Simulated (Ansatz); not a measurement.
# CuO2: the change of pressure with volume per atom

Results calculated with Ansatz 0.2.0 development build, not measured. Equation of state of a cubic crystal from periodic Kohn-Sham density functional theory without spin; pressure corrected for the finite basis.

Cell of the first row (space group Fm-3m, No. 225):
```
cell vectors (Å)
   0.0000     2.3675     2.3675
   2.3675     0.0000     2.3675
   2.3675     2.3675     0.0000
atoms (fractions of the cell vectors)
Cu  0.00000  0.00000  0.00000
O   0.25000  0.25000  0.25000
O   0.75000  0.75000  0.75000
```

Settings of every row: formula CuO2; structure type fluorite; functional PBE; spin treatment none; k mesh 20x20x20; occupation method fermi-dirac; occupation width 0.061225619 eV; wave cutoff 700 eV; datasets soft-1 PAW; density cutoff ratio 4.

Limits: a cubic model structure, not a phase known at ambient conditions; no spin polarisation, a magnetic state may lie lower; the SCF threshold is loose for a stress in some rows.

```
row  volume per atom (Å³)  pressure (GPa)  energy above lowest point (meV/atom)
  1                 8.846          12.412                                 20.65
  2                 9.035           7.795                                  8.83
  3                 9.223           3.683                                  2.13
  4                 9.411               ?                                     ?
  5                 9.599          -3.241                                  1.93
  6                 9.787          -6.144                                  7.48
  7                 9.976          -8.726                                 16.24
```

Question: what pressure should row 4 give?

Worked fit of pressure. Take u = (V_r/V)^(2/3) − 1 with V_r = 9.411 Å³ an atom, which is twice the finite (Eulerian) strain; such expansions in the strain, on which the Birch-Murnaghan equation of state is built, carry the rest volume and the bulk modulus. The shown rows have u = 0.04214, 0.02756, 0.01354, -0.0131, -0.02578, -0.03812. Least squares give pressure = 0.0216 + 259.615 × u + 803.1 × u² + 329 × u³ GPa; a parabola predicts inner rows, each left out in turn, worse (root mean square 0.0082 against 0.0031 GPa). The rows lie off it by -0.001, 0.002, -0.002, 0.001, -0.001, 0.000. The pressure vanishes at u = -0.0001, or V = 9.412 Å³ an atom, and there the bulk modulus at fixed shape and fractions is B = −V dP/dV = (2/3)(1 + u) dP/du = 173 GPa. The withheld row has u = 0, so the fit gives 0.0216 + 259.615 × (0) + 803.1 × (0)² + 329 × (0)³ = 0.022 GPa.

The calculation gave 0.02 GPa. The fit lies 0.002 GPa (10 % of the value, 0.0095 % of the column's range) above it; its largest miss of a shown row is 0.002 GPa.

The other values of row 4: energy above lowest point 0 meV/atom.
